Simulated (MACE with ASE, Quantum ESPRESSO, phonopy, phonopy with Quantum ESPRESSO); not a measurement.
# Zone-centre Raman mode of diamond against volume: Grüneisen parameter and pressure calibration from PBE and MACE-MP-0b2 small

The decision is where to set the check point of an optical pressure gauge made from a diamond chip, and whether a machine-learned potential may replace PBE in its calibration. The gauge reads the shift of the zone-centre optical mode under hydrostatic load. Three limits are set: the line must move by at least 15 cm⁻¹ from its position at the static volume V0, the load must not exceed 10 GPa, and the pressure inferred from the shift must be good to 10%.

The calculations give the harmonic frequency and the static pressure at six volumes for each level. Shifts are taken from each level's own V0, and the potential is judged against PBE, the main functional behind its training data. No measured calibration is tabled, so the error of PBE itself enters as an allowance.

## Calculations

One crystal, C (diamond-type), taken from a measured cell of the Crystallography Open Database (known phase (diamond)), directly or through a relaxation at another level, and relaxed at each level to its static volume V0; then scaled volumes, with shape and atoms relaxed at fixed volume where symmetry leaves them free. Quantum ESPRESSO 7.5 rows: plane waves at 45 Ry, no spin, finite atomic displacements in 3×3×3 supercells with phonopy 4.10. Machine-learned potentials: finite atomic displacements of 0.02 Å in 5×5×5 supercells with phonopy 4.10. The same in all rows: lowest frequency along the high-symmetry path, interpolated; zero means stable, negative imaginary: 0.1 cm⁻¹.

Notes on method and selection:

- Minus the slope of ln ω against ln V is the mode Grüneisen parameter.
- Harmonic values at the static lattice; measured values carry thermal expansion and anharmonic shifts at their temperature.
- MACE-MP-0b2 small is a published machine-learned interatomic potential trained on PBE and PBE+U data; it has no electrons and no dipole term.
- Runs that did not converge, have known faults or may not be shown are not listed, and runs on Ansatz's PAW sets soft_1 and soft_2 are kept to separate tables.

Columns:

- volume (Å³): volume per atom.
- pressure (GPa): static pressure at that volume, compression positive.
- highest Γ mode (cm⁻¹): highest optical mode at the zone centre, without the macroscopic field (no LO-TO term).

## The series

| member | level of theory | volume (Å³) | pressure (GPa) | highest Γ mode (cm⁻¹) |
| --- | --- | --- | --- | --- |
| V/V0 = 0.97 | MACE-MP-0b2 small | 5.574 | 14.77 | 1357.5 |
| V/V0 = 0.985 | MACE-MP-0b2 small | 5.661 | 7.18 | 1339.6 |
| V/V0 = 1 | MACE-MP-0b2 small | 5.747 | 0.00 | 1321.5 |
| V/V0 = 1.015 | MACE-MP-0b2 small | 5.833 | −6.77 | 1303.3 |
| V/V0 = 1.03 | MACE-MP-0b2 small | 5.919 | −13.15 | 1285.2 |
| V/V0 = 1.05 | MACE-MP-0b2 small | 6.034 | −21.06 | 1261.5 |
| V/V0 = 0.97 | PBE, GBRV (Quantum ESPRESSO) | 5.521 | 13.96 | 1333.5 |
| V/V0 = 0.985 | PBE, GBRV (Quantum ESPRESSO) | 5.606 | 6.74 | 1313.5 |
| V/V0 = 1 | PBE, GBRV (Quantum ESPRESSO) | 5.692 | 0.01 | 1294.0 |
| V/V0 = 1.015 | PBE, GBRV (Quantum ESPRESSO) | 5.777 | −6.26 | 1275.2 |
| V/V0 = 1.03 | PBE, GBRV (Quantum ESPRESSO) | 5.862 | −12.11 | 1256.8 |
| V/V0 = 1.05 | PBE, GBRV (Quantum ESPRESSO) | 5.976 | −19.30 | 1233.0 |

Least-squares fits to the whole series, with x = volume (Å³); R² and errors in the fitted variable (y, or ln y where the fit is in ln y):

| y | level of theory | members | fit | R² | rms residual | leave-one-out rms | the same for the mean of the others |
| --- | --- | --- | --- | --- | --- | --- | --- |
| highest Γ mode (cm⁻¹) | MACE-MP-0b2 small | 6 | ln y = 8.8069 − 0.92699 ln x | 1.00 | 5.6×10⁻⁴ | 0.0010 | 0.030 |
| highest Γ mode (cm⁻¹) | PBE, GBRV (Quantum ESPRESSO) | 6 | ln y = 8.88561 − 0.989141 ln x | 1.00 | 5.6×10⁻⁵ | 9.1×10⁻⁵ | 0.032 |

## Why the values move as they do

The mode softens at every step of expansion at both levels. From V/V0 = 0.97 to 1.05 it falls by 1333.5 − 1233.0 = 100.5 cm⁻¹ in PBE and by 1357.5 − 1261.5 = 96.0 cm⁻¹ with the potential. The fitted Grüneisen parameters, γ = −d ln ω/d ln V, are 0.989 and 0.927. The levels therefore agree on the sign and on a value somewhat below one, but the potential is lower by 0.062, or 6% of the PBE value. That gap is well beyond the scatter of either fit.

The mechanism is the anharmonicity of the carbon–carbon bond. In this mode the two sublattices move against each other, and ω² is proportional to an effective force constant k divided by a fixed mass. A longer bond has a flatter energy well, so k drops. Since volume goes as the cube of the bond length d, k varies as d to the power −6γ: 6 × 0.989 = 5.93 in PBE and 6 × 0.927 = 5.56 with the potential. A bond longer by 1% thus lowers the frequency by about 3%.

The absolute frequencies differ as well. At its own V0 the potential lies 1321.5 − 1294.0 = 27.5 cm⁻¹ above PBE, although its cell is larger (5.747 against 5.692 Å³ per atom), which by itself would lower the mode. Carried to 5.747 Å³ with its fitted exponent, the PBE frequency is 1294.0 × (5.692/5.747)^0.989 = 1282 cm⁻¹, so at equal volume the gap widens to about 40 cm⁻¹. The potential has the stiffer restoring force. The different supercells are not a likely cause, because a zone-centre displacement pattern fits into either of them.

## Residuals

Largest departures from the fit to the whole series:

| member | level of theory | highest Γ mode (cm⁻¹) | fit | computed − fit | computed / fit | in rms residuals (of ln y) |
| --- | --- | --- | --- | --- | --- | --- |
| V/V0 = 1.015 | PBE, GBRV (Quantum ESPRESSO) | 1275.2 | 1275.1 | +0.1 | 1.00 | 1.5 |
| V/V0 = 0.97 | MACE-MP-0b2 small | 1357.5 | 1358.6 | −1.1 | 1.00 | 1.5 |
| V/V0 = 1.05 | MACE-MP-0b2 small | 1261.5 | 1262.3 | −0.8 | 1.00 | 1.2 |
| V/V0 = 1.05 | PBE, GBRV (Quantum ESPRESSO) | 1233.0 | 1233.1 | −0.1 | 1.00 | 1.2 |

No row leaves its power law by more than 1.1 cm⁻¹, but the small departures of the potential have a pattern. Both end rows lie below the fit, by 1.1 cm⁻¹ at V/V0 = 0.97 and 0.8 cm⁻¹ at 1.05, which means that a single γ does not fully describe this level. Taken step by step, its γ rises from ln(1357.5/1339.6)/ln(0.985/0.97), just under 0.87, in the most compressed interval to ln(1285.2/1261.5)/ln(1.05/1.03) = 0.97 in the most expanded one. In PBE the same steps all give 0.98 to 0.99.

The disagreement is thus largest under compression, where the gauge works. A possible reason, not tested here, is that the training data hold too few compressed cells to fix how the forces stiffen there. The PBE rows are the ones to rely on here.

## Meeting the brief

The rows with V/V0 above 1 are under tension and cannot be reached by hydrostatic loading, so two compressed volumes remain.

At V/V0 = 0.985, PBE gives a shift of 1313.5 − 1294.0 = 19.5 cm⁻¹ at 6.74 − 0.01 = 6.73 GPa. The potential gives 1339.6 − 1321.5 = 18.1 cm⁻¹ at 7.18 GPa. Both meet the limits on shift and load. At V/V0 = 0.97 the PBE shift is 39.5 cm⁻¹, but the load of 13.96 − 0.01 = 13.95 GPa is too high, as is the 14.77 GPa of the potential.

The gauge coefficient at the passing volume is 19.5 / 6.73 = 2.90 cm⁻¹ per GPa in PBE and 18.1 / 7.18 = 2.52 cm⁻¹ per GPa with the potential. A PBE shift of 19.5 cm⁻¹ read on the potential's scale would give 19.5 / 2.52 = 7.74 GPa, which is 15% too high against PBE and fails the 10% limit. The smaller shift and the higher pressure at the same compression contribute about equally.

For a laser at 500 nm, or 20000 cm⁻¹, the Stokes line lies at λ = 10⁷/(20000 − ω), with λ in nm and ω in cm⁻¹. In PBE its wavenumber falls from 20000 − 1294.0 = 18706.0 cm⁻¹ to 20000 − 1313.5 = 18686.5 cm⁻¹, so the line moves by 10⁷ × 19.5 / (18706.0 × 18686.5) = 0.56 nm.

PBE tends to make solids too soft. The tables do not show by how much for diamond, so the allowance is an assumption and may well be too wide. With 10% on the pressure and 3% on the shift, the check point moves to 6.73 × 1.10 = 7.4 GPa and 19.5 × 1.03 = 20.1 cm⁻¹, still within the limits. The PBE scale would then read 1.03 / 1.10 = 0.94 of the true pressure, or about 6% low. If the shift erred by 3% the other way, it would read 0.97 / 1.10 = 0.88 and miss the 10% limit. With only half the allowance on the pressure it would read 0.97 / 1.05 = 0.92 and meet it. The accuracy of the PBE scale is therefore an assumption that a measured point should confirm.

The pick is V/V0 = 0.985 with the PBE calibration. The runner-up is V/V0 = 0.97, also in PBE, which would need a load limit of 13.95 × 1.10 = 15.3 GPa with the same allowance. A required shift above about 20 cm⁻¹ would overturn the pick.

## Closing remarks

Between V/V0 = 0.97 and 1.05 a constant γ of 0.99 describes the PBE mode to about 0.1 cm⁻¹. The potential reproduces the trend but understates the response to compression, and its pressure scale needs correction before use.

Two effects left out of the harmonic values move the line itself by more than the 1.4 cm⁻¹ by which the levels differ in shift at the check point. Zero-point motion expands the lattice, and this expansion alone lowers the line by more than half of the 19.5 cm⁻¹ shift at the check point, though most of it cancels in a shift. Heating by some 500 K lowers the line by roughly a further 10 cm⁻¹, which does not cancel if only the loaded chip is hot: the gauge would then read about 10 / 2.90 = 3 GPa too low. The chip temperature must therefore be known.
